# Octahedral MoS₂: which states belong to Mo and which to S?

**Question**

I am trying to read this table for a form of MoS₂ in which each Mo sits in an octahedron of six S atoms. I know what s, p and d orbitals are, but not how to turn these shares into a picture of the material.

Scalar-relativistic r2SCAN calculations with Ansatz 0.2.0 (plane waves, PAW) for MoS₂ (R-3m, 3 atoms per cell), with fixed atoms and no spin polarisation. The cutoff is 500 eV, the k mesh 12×12×12 and the Gaussian smearing 0.05 eV. Energies are relative to the Fermi level, states are counted in electrons, and orbital shares are shares of the Löwdin projections.

| bottom of the window, from the Fermi level (eV) | top of the window (eV) | states in the window (per cell) | share of the cell that they fill | share of Mo 4d | share of S 3p | share of S 3s | share of Mo 5s |
| --- | --- | --- | --- | --- | --- | --- | --- |
| -15.98 | -13.23 | 4.00 | 0.33 | 0.11 | 0.03 | 0.78 | 0.08 |
| -7.60 | -5.05 | 4.60 | 0.69 | 0.31 | 0.63 | 0.03 | 0.02 |
| -5.05 | -2.53 | 6.21 | 0.56 | 0.30 | 0.65 | 0.04 | 0.00 |
| -1.20 | 0.00 | 1.42 | 0.33 | 0.59 | 0.39 | 0.01 | 0.00 |
| -0.25 | 0.25 | 0.62 | 0.36 | 0.51 | 0.47 | 0.00 | 0.00 |
| 0.00 | 1.20 | 2.61 | 0.25 | 0.63 | 0.36 | 0.00 | 0.00 |

1. The window that starts at −7.60 eV holds far more states than the one just above the Fermi level. Is the density of states higher there?
2. Why does the deepest window hold exactly 4.00 states, when no other count is a whole number?
3. Why does S 3p lead in the valence windows and Mo 4d at the Fermi level?
4. Could I have estimated the Mo share at the Fermi level from the deeper windows?
5. The formal count gives Mo two d electrons here. When I add up the Mo 4d shares I get more than twice that. Who is right?
6. MoS₂ is known as a semiconductor, so why are there states at the Fermi level, and what would a metal with one electron more or less do?
7. Which digits can I trust, and which settings could change the picture?

**Answer**

**1. Is the density of states higher in the lower valence window?**

No, it is slightly lower. The windows have different widths, so each count must first be divided by its width. The lower valence window has 4.60 states in 2.55 eV, or about 1.8 per eV. The window above the Fermi level has 2.61 states in 1.20 eV, or about 2.2 per eV.

The raw counts therefore put these two windows in the wrong order. The shares need no such correction, because each one describes what the states in its window are made of, however many there are.

**2. Why exactly 4.00?**

The cell contains two S atoms, each with one 3s orbital. They give two bands, and each band holds two electrons per cell. These bands lie well apart from the rest, and the window takes in all of them. A count that isn't whole shows that an edge of the window, or the Fermi level, cuts through bands.

Yet only 0.78 of the weight in this window is S 3s. The projection credits most of the rest to Mo, as 4d and 5s. The whole number counts bands, while the shares tell what the bands are made of. Question 5 turns on keeping these two kinds of counting apart.

**3. Why does the leading orbital change?**

Sulfur is more electronegative than molybdenum, so its 3p level lies below Mo 4d. When two such orbitals overlap they form two combinations. The lower one is bonding and keeps mostly the character of the lower orbital, here S 3p. The upper one is antibonding and keeps mostly Mo 4d. The stronger the overlap is compared with the distance between the levels, the more evenly both combinations are shared.

The table shows this pattern. In both valence windows S 3p has about twice the share of Mo 4d. In the windows at the Fermi level Mo 4d leads, but S 3p still keeps more than a third. That is a strongly covalent compound, far from the ionic picture of pure sulfur bands below pure metal bands.

The shares alone do not reveal whether a combination is bonding or antibonding; that part rests on theory. The column for the share of the cell that the states fill gives a hint, though. The two valence windows have almost the same composition, but the lower one fills 0.69 of the cell and the upper one 0.56. A likely reason is that the lowest combinations add up in phase and so place density between the atoms.

The same reasoning gives a first guess for related compounds. Selenium is less electronegative than sulfur, so its p level lies closer to the metal d level. If the overlap stays about as strong, the shares should become more even. Oxygen should push them the other way.

**4. Can the Mo share at the Fermi level be estimated from below?**

Yes, to within several hundredths. The simplest attempt uses one d and one p orbital. Whatever Mo lends to the lower combination it lacks in the upper one, so the two are mirror images. The mean Mo 4d share in the valence windows, weighted by their states, is 0.30, which would leave 0.70 at the Fermi level. The two windows that are 1.2 eV wide and meet at the Fermi level have a mean of 0.62, so this picture gives too much Mo.

Its fault is that it pairs the orbitals one to one. The cell has six S 3p orbitals but only five Mo 4d orbitals, and the S 3s bands borrow some 4d weight as well. A better rule is that each atomic orbital, once made orthogonal to the others, has a total weight of one over all bands. Any 4d weight found in the sulfur bands is then absent from the d bands, provided that still higher bands hold next to none.

The estimate goes as follows:

- Five 4d orbitals bring a weight of 5.
- Two S 3s bands, with a 4d share of 0.11 each, take 0.22.
- Six S 3p bands, with a 4d share of 0.3043 each, take 1.83.
- The remaining 2.95, spread over five d bands, gives a mean share of 0.59.

This is 0.03 below the 0.62 of the table, and the two windows at the Fermi level were not used to get it. The rule itself is bookkeeping, so the comparison doesn't test it; it only shows how well these two windows stand for all the d bands. The agreement should not be pressed too far. The valence windows cover only 10.8 of the 12 electrons in the S 3p bands. If the rest were as rich in Mo as the states at the Fermi level, the estimate would drop to 0.55.

The comparison is also not quite like with like. The rule gives the mean of all five d bands, while the table shows only those near the Fermi level. In an octahedron these should be mainly the three called t₂g, whose lobes point between the S atoms. The other two, called e_g, point at the S atoms and mix more strongly. The t₂g bands should therefore hold somewhat more Mo than the mean, which is the direction of the miss.

**5. Two d electrons, or more than four?**

Both counts are right, because they answer different questions. The formal number counts bands. Of 18 valence electrons, 4 fill the S 3s bands and 12 fill the S 3p bands, which leaves 2 for the d bands. Your sum counts orbital weight in all occupied states, whatever the band is called:

4.00 × 0.11 + 4.60 × 0.31 + 6.21 × 0.30 + 1.42 × 0.59 ≈ 4.6

About 3.7 of these electrons sit in the three windows below −2.5 eV, inside bands that carry sulfur's name. They are the Mo side of the Mo–S bonds. The occupied windows leave out about 1.8 valence electrons, so the full 4d sum would be higher still, between 5 and 6 if those electrons are mixed like their neighbours.

The larger sum is no guide to the oxidation state. A Mo 4d orbital reaches out towards the S atoms, and the projection credits it with density that another scheme would give to sulfur. Use the two electrons to judge how far the d bands are filled, and the 4d weight inside the sulfur bands to compare how covalent the bonds are in related compounds, always with the same projection.

**6. Why a metal, and what would one electron more or less do?**

The familiar semiconductor has Mo in a trigonal prism of S atoms. There one d band lies below the others, and two electrons fill it. In an octahedron the three t₂g bands stay close together and have room for six electrons. Two electrons fill only a third of that room, so the Fermi level falls inside the bands, and the calculation finds no gap.

Suppose the bands keep their shape when the number of electrons changes. One extra electron per cell, as rhenium in place of molybdenum would bring, then has to go in at about 2.2 states per eV. The Fermi level rises by roughly half an eV. With niobium one electron is lost from a region with only about 1.2 states per eV, and the level falls by roughly 0.8 eV. These are orders of size, since a new metal also moves its own d level.

Averaged over the 1.2 eV on either side of the Fermi level, the states are roughly 60% Mo 4d and nearly 40% S 3p. As long as the bands keep their shape, an added or removed electron is therefore shared by metal and sulfur, even though the formal d count puts the change on the metal alone.

**7. Which digits hold, and which settings matter?**

The narrow window of ±0.25 eV is the weakest row. A second count of its states, made by projecting them on atomic orbitals, comes out 14% higher than the 0.62 in the table. The k mesh is coarse for so narrow a range, which is a likely reason. Both counts rest on that same mesh, so the true value need not lie between them. I would not look for a cause of this row's lower Mo share until a finer mesh has confirmed it. In the window just below the Fermi level the two counts differ by 6%, and in the others by less than 2%.

For the shares, even the first digit can depend on how the crystal is divided among the atoms. If the electron density is cut into atomic cells instead, Mo gets 0.06 to 0.12 less in every window. Both schemes agree, however, that each window at the Fermi level has more Mo than any deeper one. That ordering is safe. The small rise from 0.59 to 0.63 also has the same sign in both schemes, but its size is uncertain.

The metallic state needs more care than the shares. Spin was switched off, so a magnetic solution had no chance to appear, and neither a Hubbard term nor spin–orbit coupling was included. A magnetic insulator is therefore not ruled out. The atoms were not relaxed either, and forces of 0.8 eV/Å remain on sulfur. Above all, a cell with a single Mo atom forces all Mo–Mo distances to follow the lattice. Octahedral MoS₂ layers are known to gain energy when their Mo atoms move together into chains, and such a distortion can remove states from the Fermi level. How many of the states at the Fermi level would survive in a larger, relaxed cell is the question to settle before this table is used to predict conductivity.
